**Ionisation energies of La to La7+: errors of four methods and the 5p spin-orbit correction**

The table holds the errors of exchange-only LDA, PBE, r2SCAN and Hartree-Fock ionisation energies against NIST values, from a spherical spin-free X2C atom at highest spin and at the radial basis limit, with a Dirac-Fock estimate of the effect of filling low $j$ first. The program converts the errors to eV, prints the steps between methods, and fits the last column with $\zeta=k\langle r^{-3}\rangle$ plus $F^2$ pair counting, using one parameter and the rows La4+ to La7+. The fit leaves 0.003 eV rms, against 0.16 eV for a constant $\zeta$, and gives $-0.91$ eV for La3+. Intermediate-coupling matrices for $p^2$, $p^3$ and $p^4$ with the same $\zeta$ and $F^2$ reduce the span of errors over La5+ to La7+ from 3.5–4.0 eV to 0.25–0.67 eV, although the references there are theoretical and uncertain by 2 eV. On the three measured rows PBE has the smallest mean absolute error, 0.03 eV, which is below the $5d^2$ term ambiguity of up to 0.28 eV at La and La+ and so cannot be wholly credited to the functional.

Calculated values. Ionisation energies of La to La7+ are ΔSCF between NIST's ground configurations; NIST values are between ground levels. B-spline radial code 1 was run at the basis limit with spin-free X2C, a Fermi nucleus and highest spin, using spherical fractional occupations for the functionals and a configuration average for Hartree-Fock. The last column uses Dirac-Fock instead.

## Numerical check

```python
# Table: ionisation energies of La..La7+, B-spline radial atomic code, spin-free X2C, highest spin;
# % errors of LDA-x, PBE, r2SCAN, HF against NIST, and a Dirac-Fock j-filling estimate. Tested: errors and
# steps in eV, a one-parameter zeta+F2 model of the j column, intermediate coupling as cause of the 5p zigzag.
T = {
    'ion': ['La', 'La+', 'La2+', 'La3+', 'La4+', 'La5+', 'La6+', 'La7+'],
    'Z': [57, 57, 57, 57, 57, 57, 57, 57],
    'charge': [0, 1, 2, 3, 4, 5, 6, 7],  # e
    'N': [57, 56, 55, 54, 53, 52, 51, 50],
    'configuration': ['[Xe] 5d1 6s2', '[Xe] 5d2', '[Xe] 5d1', '[Kr] 4d10 5s2 5p6', '[Kr] 4d10 5s2 5p5', '[Kr] 4d10 5s2 5p4', '[Kr] 4d10 5s2 5p3', '[Kr] 4d10 5s2 5p2'],
    'removed': ['6s*', '5d', '5d', '5p', '5p', '5p', '5p', '5p'],
    'tab': [5.5769, 11.18496, 19.1773, 49.95, 61.6, 74.0, 88.0, 105.0],  # eV
    'tab_kind': ['measured', 'measured', 'measured', 'semi-empirical', 'semi-empirical', 'theory', 'theory', 'theory'],
    'unc': [0.0006, 6e-05, 0.0006, 0.06, 0.6, 2.0, 2.0, 2.1],  # eV
    'err_LDA_exchange_only': [-8.71, -6.86, -5.71, -1.46, -0.72, -0.93, 2.33, -1.35],  # %
    'err_PBE': [0.01, 0.25, -0.32, 1.3, 1.55, 1.04, 3.61, -0.36],  # %
    'err_r2SCAN': [-5.48, -1.42, -2.67, 2.15, 1.77, 0.48, 4.23, -0.13],  # %
    'err_Hartree_Fock': [-17.21, -9.48, -5.59, -0.14, -0.39, -0.96, 3.14, -1.21],  # %
    'j_filling': [-0.14, 0.11, 0.1, None, -0.94, -0.96, -0.97, 1.42],  # eV
}
import numpy as np
from scipy.constants import alpha, physical_constants as pc
Ha = pc['Hartree energy in eV'][0]
ion = T['ion']; tab = np.array(T['tab'], float); unc = np.array(T['unc'], float)
j = np.array([float(v) if isinstance(v, (int, float)) else np.nan for v in T['j_filling']])
K = {'LDAx': 'err_LDA_exchange_only', 'PBE': 'err_PBE', 'r2SCAN': 'err_r2SCAN', 'HF': 'err_Hartree_Fock'}
E = {m: np.array(T[k], float)*tab/100 for m, k in K.items()}
f = lambda a: ' '.join('%+6.2f' % x for x in a)
print('errors in eV (* beyond stated unc): ion IE unc unc% rounding | LDAx PBE r2SCAN HF')
for i, s in enumerate(ion):
    print('%-5s %7.2f %7.5f %4.1f %.4f |' % (s, tab[i], unc[i], 100*unc[i]/tab[i], 5e-5*tab[i]),
          ' '.join('%+6.2f%s' % (E[m][i], '*' if abs(E[m][i]) > unc[i] else ' ') for m in E))
for a, b in (('PBE', 'LDAx'), ('PBE', 'HF'), ('r2SCAN', 'PBE')):
    print('step %s-%s eV, La..La7+:' % (a, b), f(E[a]-E[b]))
print('spread of four methods eV:', f(np.ptp(np.array(list(E.values())), axis=0)))
mae = {m: np.abs(E[m][:3]).mean() for m in E}
print('MAE eV, measured rows:', ' '.join('%s %.3f' % x for x in mae.items()))
print('IE1+IE2 error eV (skips 5d2):', ' '.join('%s %+.2f' % (m, E[m][:2].sum()) for m in E), '| j sum %+.2f' % j[:2].sum())
for m in E: print('%s error + j column eV, La La+ La2+:' % m, f(E[m][:3]+j[:3]))
# typed from further outputs of the same runs: 5d F2,F4 (La2+, LDAx); 5p <r^-3>, F2 (La3+ PBE; La7+ LDAx)
B = 4.863845/49 - 5*3.219755/441
print('5d2: B %.4f eV, 3F below triplet mean %.2f eV; HF La, La+ then' % (B, 4.5*B), f([E['HF'][0]-4.5*B, E['HF'][1]+4.5*B]))
q = np.arange(3, 9); n = 9-q
r3 = 53.0539 + (70.49691-53.0539)*(q-3)/4; F2 = 7.568115 + (8.402953-7.568115)*(q-3)/4
a = np.minimum(n, 2); b = n-a
so = -a + b/2; c = 0.08*n*(n-1)/2 - (a*b/10 + b*(b-1)/30)
A = np.diff(so*r3); Bc = np.diff(c*F2); jp = j[3:]
k = A[1:] @ (jp[1:]-Bc[1:])/(A[1:] @ A[1:]); mod = k*A + Bc; z = k*r3
A0 = np.diff(so); z0 = A0[1:] @ jp[1:]/(A0[1:] @ A0[1:])
rms = lambda x: np.sqrt(np.mean(x**2))
print('fit k %.4f eV bohr^3 (= alpha^2/2 x %.0f; Z=57); zeta eV La3+..La8+:' % (k, k/(alpha**2/2*Ha)), f(z))
print('rows La3+..La7+; j column eV  :', f(jp), '(rounding 0.005)')
print('zeta(q)+F2 model              :', f(mod), 'rms %.3f' % rms(mod[1:]-jp[1:]))
print('  residuals La4+..La7+        :', ' '.join('%+.3f' % x for x in mod[1:]-jp[1:]), '| F2 part', f(Bc))
print('constant zeta %.2f eV, no F2  :' % z0, f(z0*A0), 'rms %.3f' % rms(z0*A0[1:]-jp[1:]))
def C(n, z, F):  # ground level below the high-spin LS term of p^n
    M = {6: [[0.]], 5: [[-z/2]], 1: [[-z]], 4: [[-z/2, z/2**.5], [z/2**.5, .24*F]],
         2: [[-z, 2**.5*z], [2**.5*z, .6*F]],
         3: [[0, 0, z], [0, .36*F, 5**.5/2*z], [z, 5**.5/2*z, .6*F]]}[n]
    return np.linalg.eigvalsh(np.array(M, float))[0]
ic = lambda s: np.diff([C(int(x), y, s*w) for x, y, w in zip(n, z, F2)])
print('intermediate-coupling IE shift:', f(ic(1)))
print('  same with F2 x 0.8          :', f(ic(.8)))
jf = np.where(np.isnan(jp), mod, jp)
print('corrected errors eV, La3+..La7+ (La3+ j from model); stated unc', f(unc[3:]))
for m in E:
    e = E[m][3:]
    print('%-6s +j col' % m, f(e+jf), '| +int.c.', f(e+ic(1)))
print('range over La5+..La7+ eV: raw, +j column, +int.coupling, +int.coupling F2x0.8')
for m in E:
    e = E[m][3:]
    print('%-6s' % m, f([np.ptp(x[2:]) for x in (e, e+jf, e+ic(1), e+ic(.8))]), '| raw La7+ less La6+ %+.2f' % (e[4]-e[3]))
h = np.r_[E['HF'][:3]+j[:3], (E['HF'][3:]+ic(1))[:2]]
print('HF with spin-orbit estimate, La..La4+ eV:', f(h), 'mean %+.2f sd %.2f' % (h.mean(), h.std()))
assert np.allclose([C(int(x), 1., 0.) for x in n], so)
assert (jp[1:4] < 0).all() and jp[4] > 0 and rms(mod[1:]-jp[1:]) < 0.1
assert min(mae, key=mae.get) == 'PBE' and (np.abs(E['HF'][:3]+1) < 0.2).all()
assert all(E[m][6] > max(E[m][5], E[m][7]) for m in E)
```

It prints:

```
errors in eV (* beyond stated unc): ion IE unc unc% rounding | LDAx PBE r2SCAN HF
La       5.58 0.00060  0.0 0.0003 |  -0.49*  +0.00   -0.31*  -0.96*
La+     11.18 0.00006  0.0 0.0006 |  -0.77*  +0.03*  -0.16*  -1.06*
La2+    19.18 0.00060  0.0 0.0010 |  -1.10*  -0.06*  -0.51*  -1.07*
La3+    49.95 0.06000  0.1 0.0025 |  -0.73*  +0.65*  +1.07*  -0.07*
La4+    61.60 0.60000  1.0 0.0031 |  -0.44   +0.95*  +1.09*  -0.24 
La5+    74.00 2.00000  2.7 0.0037 |  -0.69   +0.77   +0.36   -0.71 
La6+    88.00 2.00000  2.3 0.0044 |  +2.05*  +3.18*  +3.72*  +2.76*
La7+   105.00 2.10000  2.0 0.0053 |  -1.42   -0.38   -0.14   -1.27 
step PBE-LDAx eV, La..La7+:  +0.49  +0.80  +1.03  +1.38  +1.40  +1.46  +1.13  +1.04
step PBE-HF eV, La..La7+:  +0.96  +1.09  +1.01  +0.72  +1.20  +1.48  +0.41  +0.89
step r2SCAN-PBE eV, La..La7+:  -0.31  -0.19  -0.45  +0.42  +0.14  -0.41  +0.55  +0.24
spread of four methods eV:  +0.96  +1.09  +1.03  +1.80  +1.53  +1.48  +1.67  +1.28
MAE eV, measured rows: LDAx 0.783 PBE 0.030 r2SCAN 0.325 HF 1.031
IE1+IE2 error eV (skips 5d2): LDAx -1.25 PBE +0.03 r2SCAN -0.46 HF -2.02 | j sum -0.03
LDAx error + j column eV, La La+ La2+:  -0.63  -0.66  -1.00
PBE error + j column eV, La La+ La2+:  -0.14  +0.14  +0.04
r2SCAN error + j column eV, La La+ La2+:  -0.45  -0.05  -0.41
HF error + j column eV, La La+ La2+:  -1.10  -0.95  -0.97
5d2: B 0.0628 eV, 3F below triplet mean 0.28 eV; HF La, La+ then  -1.24  -0.78
fit k 0.0316 eV bohr^3 (= alpha^2/2 x 44; Z=57); zeta eV La3+..La8+:  +1.68  +1.81  +1.95  +2.09  +2.23  +2.36
rows La3+..La7+; j column eV  :   +nan  -0.94  -0.96  -0.97  +1.42 (rounding 0.005)
zeta(q)+F2 model              :  -0.91  -0.94  -0.96  -0.98  +1.42 rms 0.003
  residuals La4+..La7+        : +0.002 -0.001 -0.006 -0.003 | F2 part  +0.00  +0.11  +0.22  +0.34  -0.67
constant zeta 1.63 eV, no F2  :  -0.82  -0.82  -0.82  -0.82  +1.63 rms 0.162
intermediate-coupling IE shift:  -0.91  -0.62  +0.56  -2.43  +1.04
  same with F2 x 0.8          :  -0.91  -0.68  +0.38  -2.33  +1.17
corrected errors eV, La3+..La7+ (La3+ j from model); stated unc  +0.06  +0.60  +2.00  +2.00  +2.10
LDAx   +j col  -1.64  -1.38  -1.65  +1.08  +0.00 | +int.c.  -1.64  -1.07  -0.13  -0.38  -0.38
PBE    +j col  -0.26  +0.01  -0.19  +2.21  +1.04 | +int.c.  -0.26  +0.33  +1.33  +0.75  +0.66
r2SCAN +j col  +0.17  +0.15  -0.60  +2.75  +1.28 | +int.c.  +0.17  +0.47  +0.91  +1.29  +0.90
HF     +j col  -0.98  -1.18  -1.67  +1.79  +0.15 | +int.c.  -0.98  -0.86  -0.15  +0.33  -0.23
range over La5+..La7+ eV: raw, +j column, +int.coupling, +int.coupling F2x0.8
LDAx    +3.47  +2.73  +0.25  +0.07 | raw La7+ less La6+ -3.47
PBE     +3.55  +2.40  +0.67  +0.35 | raw La7+ less La6+ -3.55
r2SCAN  +3.86  +3.36  +0.39  +0.66 | raw La7+ less La6+ -3.86
HF      +4.03  +3.46  +0.57  +0.77 | raw La7+ less La6+ -4.03
HF with spin-orbit estimate, La..La4+ eV:  -1.10  -0.95  -0.97  -0.98  -0.86 mean -0.97 sd 0.08
```
